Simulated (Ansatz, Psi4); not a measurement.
## Si2NH7 (SMILES [SiH3]N[SiH3]): the electronic atomisation energy, rung by rung

The species is Si2NH7 (10 atoms), meant as a singlet with charge 0. SMILES: `[SiH3]N[SiH3]`. Geometry: relaxed at PBE0-D4/def2-TZVP.

Each level gives the electronic atomisation energy (eV). The values are calculated. Electronic energies at fixed atoms, without zero-point motion or spin-orbit coupling.

| level | kind | program | value (eV) | CPU time (all runs) |
| --- | --- | --- | --- | --- |
| PBE/6-31G* (spherical functions) | GGA | Ansatz | 31.07 | 3.1 s |
| revPBE/6-31G* (spherical functions) | GGA | Ansatz | 30.23 | 3.1 s |
| r2SCAN/6-31G* (spherical functions) | meta-GGA | Ansatz | 31.22 | 5.9 s |
| B3LYP/6-31G* (spherical functions) | global hybrid | Ansatz | 31.26 | 3.7 s |
| PBE0/6-31G* (spherical functions) | global hybrid | Ansatz | 30.88 | 3.4 s |
| CAM-B3LYP/6-31G* (spherical functions) | range-separated hybrid | Ansatz | 31.56 | 3.8 s |
| BCCD(T)/6-31G* (spherical functions) | coupled cluster or CI | Ansatz | 27.77 | 3.7 s |
| CC3/6-31G* (spherical functions) | coupled cluster or CI | Psi4 | 27.78 | 80 s |

The values span 27.77 to 31.56 eV. CPU times are rough (shared hosts, several kinds of processor): they show what a rung costs within a factor of a few.

The main divide is between the density functionals, at 30.23 to 31.56 eV, and the two wavefunction methods, which nearly coincide at 27.77 and 27.78 eV. That gap should not be read as overbinding by the functionals: the coupled-cluster values are well below what the known bond strengths of silanes and amines imply, probably because the small basis, with no polarisation functions on hydrogen, recovers too little of the correlation energy gained when electrons pair up in the Si–H, N–H and Si–N bonds. The close agreement between BCCD(T) and CC3 suggests that the result is insensitive to the choice between these treatments of triple excitations, but it is no sign of basis-set convergence, since both share the same orbital space. Among the functionals, exact exchange alone does not set the order: PBE0 lies below PBE, whereas B3LYP and CAM-B3LYP lie above it. As a sum over all bonds, the atomisation energy does not isolate the strength of the Si–N linkage or any contribution to it from nitrogen lone-pair delocalisation.
